**Q.** I press on hexagonal-diamond germanium and it gives way less and less. What sizes should I carry in my head?

**A.** In this r2SCAN series the bulk modulus $B=-V\,dP/dV$ is about 70 GPa at zero pressure, so the first gigapascal removes roughly 1.4 % of the volume. The modulus at first grows by nearly 5 GPa for each GPa applied, and more slowly later. Taken between neighbouring rows, it almost triples from the first interval to the last.

The enthalpy $H=E+PV$ starts to rise by about 0.14 eV/atom per GPa, which is simply the atomic volume, because $dH/dP=V$. At 20 and 40 GPa about nine tenths of the rise is the $PV$ term. The energy $E$ stored in the squeezed bonds reaches only about half an eV per atom at 40 GPa.

Hexagonal-diamond Ge (P6_3/mmc, 4 atoms per cell, 22.82 Å³ per atom at zero pressure), cell and atoms relaxed at each pressure at zero temperature with the symmetry kept. Ansatz 0.2.0, plane-wave PAW, r2SCAN, scalar-relativistic, no spin polarisation, 500 eV cutoff; at zero pressure, 12×12×6 k mesh and 0.01 eV Gaussian smearing. Changes are relative to the zero-pressure cell.

```csv
pressure (GPa),volume change (%),enthalpy change (eV/atom),a change (%),c change (%)
-2,3.07,-0.289,1.00,1.03
0,0.00,0.000,0.00,0.00
2,-2.57,0.281,-0.89,-0.82
5,-5.91,0.690,-2.05,-1.93
10,-10.30,1.344,-3.61,-3.46
20,-16.74,2.573,-6.04,-5.69
40,-25.10,4.816,-9.45,-8.66
```

Volume change, $a$ change and $c$ change are relative changes of the cell volume and of the two hexagonal edges against the zero-pressure cell. Enthalpy change is $H(P)-H(0)$ per atom.

**Q.** My first thought is geometry. The bonds are ordinary springs, but the cell shrinks, so the same force acts on a smaller area. Isn't that enough to bend the curve?

**A.** It does bend the curve, and the amount can be worked out. Let $x=(V/V_0)^{1/3}$ be the linear scale and $u=1-x$ the compression. One scale is a fair description here, since $c/a$ changes by only 0.87 % at 40 GPa while $u$ reaches 9.18 %. That the bond length follows $x$ is an assumption, which leaves out angle bending and the internal shift of the atoms along $c$.

A harmonic bond has $E=\tfrac12Ku^2$. With $V=V_0x^3$ this gives

$$P=-\frac{dE}{dV}=3B_0\frac{u}{x^2},\qquad B=-\frac{x}{3}\frac{dP}{dx}=B_0\frac{2-x}{x^2},\qquad B_0=\frac{K}{9V_0}.$$

The factor $1/x^2$ is your shrinking area. Near $x=1$ both $P$ and $B$ rise as $3B_0u$, so the pressure derivative $B'=dB/dP$ equals 1, whatever the spring constant.

The table asks for far more. Between the first and the last interval its modulus grows by a factor 2.90, and harmonic springs manage 1.28. Started with the zero-pressure modulus, they shrink the cell at 40 GPa by 11.1 percentage points too much. Refitting $B_0$ to all rows raises it to 108 GPa, which makes the crystal too stiff up to 20 GPa and still too soft at 40.

**Q.** Those large errors come from extreme pressures. Is there a sign of failure near zero?

**A.** There is, and it needs no model. Tension of 2 GPa expands the cell by 3.07 %, while the same compression shrinks it by only 2.57 %. With the pressures that the relaxations really reached, the modulus is 65 GPa on the tension side and 76 GPa on the compression side. Geometry alone would separate the two by only about 2 GPa.

A related shortcut fails in the same way. If $B\propto V^{-n}$, then $B'=n$, and the familiar scaling of the modulus as the inverse fifth power of the bond length means $n=5/3$. The intervals of the table give an average exponent of 4.20.

**Q.** Then perhaps it is electronic. The gap of this phase opens under pressure, and a wider gap is usually read as a stronger covalent bond.

**A.** This is the tempting explanation, because up to 10 GPa it fits very well. In the same calculation the smallest gap on the k mesh is zero at −2 GPa and rises to 0.416 eV at 10 GPa; from 0 to 10 GPa it is direct at Γ. A straight line of interval modulus against mean gap follows the four intervals up to 10 GPa within 0.7 GPa. The line's intercept is 58 GPa, so even on its own terms most of the zero-pressure stiffness is present without a gap.

The test comes when gap and volume part company. At 20 GPa the conduction minimum has moved to the zone-boundary point M, and the smallest gap is 0.063 eV lower than at 10 GPa. The modulus keeps climbing, and the line predicts 109 GPa for that interval, 19 % below the table's 134 GPa. The mean of two end points is a crude measure if the gap peaks between them. The plainer statement survives that objection: the gap is smaller at 20 GPa than at 10, and the crystal is much stiffer. The 40 GPa row sharpens it. The conduction minimum is still at M and the smallest gap has fallen to 0.112 eV, so from 20 to 40 GPa the line predicts about 89 GPa, less than half of the table's 189 GPa.

**Q.** But the direct gap at Γ still widens. Doesn't that rescue the idea?

**A.** As a correlation it largely does, and the numbers don't rule it out. The k point of the direct gap at 20 and 40 GPa is not given here; Γ is assumed because the values continue the trend of the lower rows. Fed with the direct gap, the same line lands only 4 % below the table's modulus for 10 to 20 GPa. For 20 to 40 GPa, where the direct gap reaches 1.022 eV, it falls about 11 % short, so the fit worsens as the pressure rises. Direct gap and modulus both grow as the volume falls over these rows, so they would track each other even if neither caused the other.

Against causation there is an argument from theory. The modulus is the curvature of the total energy, which sums the occupied states over the whole zone. The gap is a difference of two levels at one k point, at most about 1 eV in these rows, whereas the average bonding–antibonding splitting is several eV (a rough recalled size). A shorter bond increases orbital overlap, which pushes the antibonding conduction level at Γ upward and also changes the energy of all the filled states. On this reading the Γ gap and the modulus are two results of one cause.

The gaps themselves deserve little weight. Semilocal functionals underestimate them in germanium, and spin–orbit coupling, left out here, would lift the valence top by roughly 0.1 eV (recalled). These two errors act in opposite directions on the gap, so the closure at −2 GPa is not a reliable statement about real germanium. Where bands touch, spin–orbit coupling could also open a gap, and an extremum between sampled k points could also escape the mesh.

**Q.** What is the remaining explanation, and how do you put a number on it?

**A.** The spring constant itself grows as the bond shortens. Standard bonding theory argues why: orbital overlap grows about exponentially on approach, and the repulsion from Pauli exclusion and electron kinetic energy rises faster than the attraction. A Morse bond captures this with one new dimensionless parameter $\beta$, the bond length divided by the decay length of the interaction:

$$E=\frac{9B_0V_0}{2\beta^2}\left(e^{\beta u}-1\right)^2,\qquad P=\frac{3B_0}{\beta x^2}\left(e^{2\beta u}-e^{\beta u}\right).$$

Expanding in $u$ gives $P\approx3B_0u\,[1+(2+\tfrac32\beta)u]$ and $B\approx B_0[1+3(1+\beta)u]$, hence $B'=1+\beta$. Geometry and anharmonicity thus add, and $\beta\to0$ returns your springs. Fitting $B_0$ and $\beta$ to the volumes of all rows gives $B_0=71.1$ GPa and $B'=4.76$. In this model geometry supplies 1 of that slope and the stiffening bond the rest, about four fifths.

**Q.** Two fitted parameters can follow many curves. Show me a prediction.

**A.** Take the fit to the rows from 0 to 10 GPa alone, where the gap is direct: $B_0=71.2$ GPa and $B'=4.77$, so $\beta=3.77$. The 20 GPa row, with its indirect gap, is outside that fit. Its volume change of −16.74 % gives

$$x=0.8326^{1/3}=0.9408,\quad u=0.0592,\quad x^2=0.885,\quad \beta u=0.223,\quad e^{\beta u}=1.250,$$

$$P=\frac{3\times71.2}{3.77\times0.885}\,(1.250^2-1.250)=64.0\times0.3125=20.0\ \text{GPa}.$$

The relaxation reached 19.99 GPa. Harmonic springs would resist with only $3\times71.2\times0.0592/0.885=14.3$ GPa at that volume. The numbers thus show that a curve learnt on the direct-gap rows crosses the switch to an indirect gap with no visible kink. Other standard two-parameter equations of state pass this test nearly as well, so it speaks for a smooth anharmonic curve and not for the Morse shape in particular. The same curve reaches the 40 GPa row within 0.06 points of volume. That row too has an indirect gap, with the conduction minimum at M. Its relaxation reached 39.991 GPa, whereas the fits and the printed output use the target of 40 GPa and list no gap for it. The pressure difference moves the volume by only about 0.003 points, less than the table's rounding.

The stored energy tells the same story. At 40 GPa, $E=H-PV$ is 0.548 eV/atom, the Morse fit to all rows gives that value, and harmonic springs with the same $B_0$ fall 30 % below it. This is a consistency check and not new evidence, since $dH/dP=V$ ties the enthalpy to the volumes. Residuals for each row are in the printed output that follows.

**Q.** Where does the model do worst, and what does the fit fail to establish?

**A.** In the fit to all rows the worst is the gapless one at −2 GPa, where the table expands 0.046 points more than the model, several times the table's rounding of 0.005. The fit already uses the mean pressure that this run reached. Its in-plane and axial stresses ended about 0.04 GPa apart, which by itself hardly changes the volume, since the two axes are almost equally compressible. An error of that size in the mean pressure, however, would move the volume by nearly 0.07 points at this soft end. The steps of the same relaxation narrow the matter. With volumes read from $H-E$, the first two steps, under weaker tension, lie on or very near the fitted curve, and the departure appears only in the last two steps, close to the target. It is therefore neither a general offset in the pressure nor a gradual softening under tension. It sets in abruptly about where the gap, extrapolated from the rows above, falls to the smearing width, which points to the touching bands. Whether it is a true softening or an error of narrow smearing on this k mesh is left open.

The fit shows strong anharmonicity, but it doesn't single out the Morse shape. A Vinet form fits slightly better, with $B'=4.80$. So "$B_0$ near 71 GPa, $B'$ near 4.8" holds for the Morse form on both ranges and for the Vinet form on all rows. The two are close relatives, and other standard forms move $B'$ by a few tenths or more while leaving it far above the harmonic 1. Since $\beta$ trades against $B_0$ and lumps all structural freedom into one scale, it should not be read as a measured decay length.

**Q.** How should I use this at the bench?

**A.** Judge the nonlinearity by $B'P$ against $B_0$. Harmonic springs with the right $B_0$ misjudge the volume change by $0.125/2.57\approx5$ % at 2 GPa and by $0.676/5.91\approx11$ % at 5 GPa. The initial slope would double the modulus near $71.1/4.76\approx15$ GPa, but it eases with pressure, and the fitted curve gives 155 GPa at 20 GPa. In the model $P/B_0$ depends only on $x$ and $\beta$, so a stiffer bond of the same steepness traces the same curve on a stretched pressure axis.

The upper rows are not something a press would deliver. This hexagonal form is metastable, and the calculation is for zero temperature without zero-point motion. Its symmetry was held fixed and its phonons were not tested, so a relaxed cell may be a saddle point and not a minimum. Germanium is known to collapse to a metallic β-Sn structure at roughly 10 GPa (recalled), so 20 and 40 GPa describe an overcompressed fourfold network. They serve as a lever arm for the bond's anharmonicity, and the enthalpy column of this one phase is no measure of which phase is stable.

The analysis program printed:

```
Morse bond, all rows: B0 71.1 GPa, B' 4.76; Vinet form: B0 71.0, B' 4.80
Morse bond, 0-10 GPa only: B0 71.2 GPa, B' 4.77; harmonic best B0 108.2 GPa, B' 1
volume residual model-table, % points: Morse all | Morse 0-10 | harmonic best | harmonic, Morse B0
  -2 GPa (reached  -1.978): -0.046 | -0.049 | -1.213 | -0.217
   0 GPa (reached  -0.005): +0.000 | +0.000 | +0.000 | +0.000
   2 GPa (reached   1.964): -0.001 | +0.003 | +0.782 | -0.125
   5 GPa (reached   5.006): -0.011 | -0.002 | +1.482 | -0.676
  10 GPa (reached   9.993): -0.016 | +0.001 | +1.838 | -2.035
  20 GPa (reached  19.988): -0.012 | +0.018 | +1.129 | -5.246
  40 GPa (reached  40.000): +0.012 | +0.060 | -1.967 | -11.077
rms: 0.022 | 0.033 | 1.461 | 5.081; Vinet 0.018
worst row, GPa: -2 | 40 | 40 | 40
rounding 0.005 points; a 0.036 GPa pressure miss near zero moves V by 0.051 points
interval modulus, GPa: table | harmonic with Morse B0 | mean minimum gap, mean direct gap, eV
  -2 to  0:   65.2 |  70.0 | 0.049, 0.049
   0 to  2:   75.6 |  72.0 | 0.136, 0.136
   2 to  5:   87.2 |  74.3 | 0.226, 0.226
   5 to 10:  104.4 |  77.3 | 0.347, 0.347
  10 to 20:  134.2 |  82.1 | 0.385, 0.536
  20 to 40:  189.1 |  89.5 | no gap output
last/first modulus: table 2.90, harmonic 1.28
-dlnB/dlnV: table 4.20, harmonic 0.98, d^-5 scaling 1.67
B linear in gap up to 10 GPa: 58.2 GPa + 132 GPa/eV, max misfit 0.7 GPa
 10-20 GPa from minimum gap: 108.9 vs 134.2 GPa (-19 %)
 10-20 GPa from direct gap: 128.7 vs 134.2 GPa (-4 %)
10 to 20 GPa: minimum gap -0.063 eV, direct +0.239 eV, Morse B 115 to 155 GPa
eV/atom: PV | E=H-PV | Morse E | harmonic E | linear strain % | c/a (E rounding about 0.001)
  -2 GPa: -0.294 | 0.005 | 0.005 | 0.005 | +1.01 | 1.6529
   2 GPa:  0.278 | 0.003 | 0.004 | 0.003 | -0.86 | 1.6536
   5 GPa:  0.670 | 0.020 | 0.020 | 0.018 | -2.01 | 1.6544
  10 GPa:  1.278 | 0.066 | 0.066 | 0.058 | -3.56 | 1.6550
  20 GPa:  2.372 | 0.201 | 0.201 | 0.160 | -5.92 | 1.6586
  40 GPa:  4.268 | 0.548 | 0.548 | 0.385 | -9.18 | 1.6668
PV share of H: 92.2 % at 20, 88.6 % at 40 GPa; harmonic E at 40 -30 %
c/a at 0 GPa 1.6524, change at 40 GPa +0.87 %; bond force factor over harmonic at 40 GPa 1.69
a^2 c against volume column: max difference 0.009 points
```
